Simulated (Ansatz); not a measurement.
Correcting a cheap level on molecular compounds of Al

The atomisation energy (no zero-point term) in kJ/mol of 8 molecular compounds of Al: x at HF/def2-SVP, y at CCSD(T)/CBS estimate. Shapes, held fixed at every level: PBE0-D4/def2-TZVP. Flexible molecules stand in one conformer, not always the lowest. Programs: Ansatz 0.2.0.

| molecule | x (kJ/mol) | y (kJ/mol) |
| --- | --- | --- |
| Al(SH)Cl2 | 1178 | 1581 |
| Al(SH)2Cl | 1334 | 1854 |
| Al(NH2)ClF | 1561 | 2207 |
| AlSiH4ClO2 (SMILES [OH][Al]([Cl])[O][SiH3]) | 2399 | ? |
| CH4AlClFN (SMILES C[NH][Al]([F])[Cl]) | 2483 | 3394 |
| CH5AlClNO (SMILES C[O][Al]([NH2])[Cl]) | 2668 | 3713 |
| C2H7AlClN (SMILES C[NH][Al]([CH3])[Cl]) | 3273 | 4378 |
| C2H7AlFN (SMILES C[N](C)[AlH][F]) | 3308 | 4466 |

Question: Fit y = c + s·x to the known rows and predict y for AlSiH4ClO2.

Answer: 
1. Means of the 7 rows: x = 2257.86, y = 3084.7.
2. Σ(Δx)² = 4857435, Σ(Δx·Δy) = 6463180, so the slope is 6463180/4857435 = 1.3306.
3. Intercept: 3084.7 − (1.3306) × 2257.86 = 80.4. The largest residual of the fit is 83.
4. AlSiH4ClO2: 80.4 + 1.3306 × 2399 = 3273 kJ/mol.

CCSD(T)/CBS estimate gives 3302 kJ/mol, so the prediction is off by -29 kJ/mol, within the largest residual. Uncorrected, HF/def2-SVP misses AlSiH4ClO2 by -903 kJ/mol, and the other rows by 827 on average. The line removes about 95 % of this miss. Hartree–Fock lacks correlation, which doesn't scale simply with the atomisation energy. Left out in turn, the other rows are missed by 57 kJ/mol on average. The CBS estimate extrapolates MP2 from def2-TZVPP and def2-QZVPP and adds CCSD(T) − MP2 in the triple-zeta set, cores frozen.

HF/def2-SVP underbinds every molecule here, and the shortfall grows steadily with the atomisation energy. Forming bonds from open-shell atoms creates new electron pairs, whose correlation energy is missing at the mean-field level. The small basis probably adds to the deficit, since it describes polarised bonds less well than free atoms, but the two contributions can't be separated from these data.

The scatter about the line suggests that bond type matters as well as size. From CH5AlClNO to C2H7AlClN the Hartree–Fock atomisation energy rises strongly while the shortfall barely grows. The second molecule has more C–H bonds, which Hartree–Fock recovers comparatively well, and lacks the oxygen, whose compact lone pairs and polar bonds demand more of both correlation and basis. The siloxy compound, with two oxygens, also lies above the line, in keeping with this picture.

The fit therefore supports a rough estimate of total atomisation energies for similar molecules, but not reaction energies or isomer orderings, where differences can be smaller than its residuals.
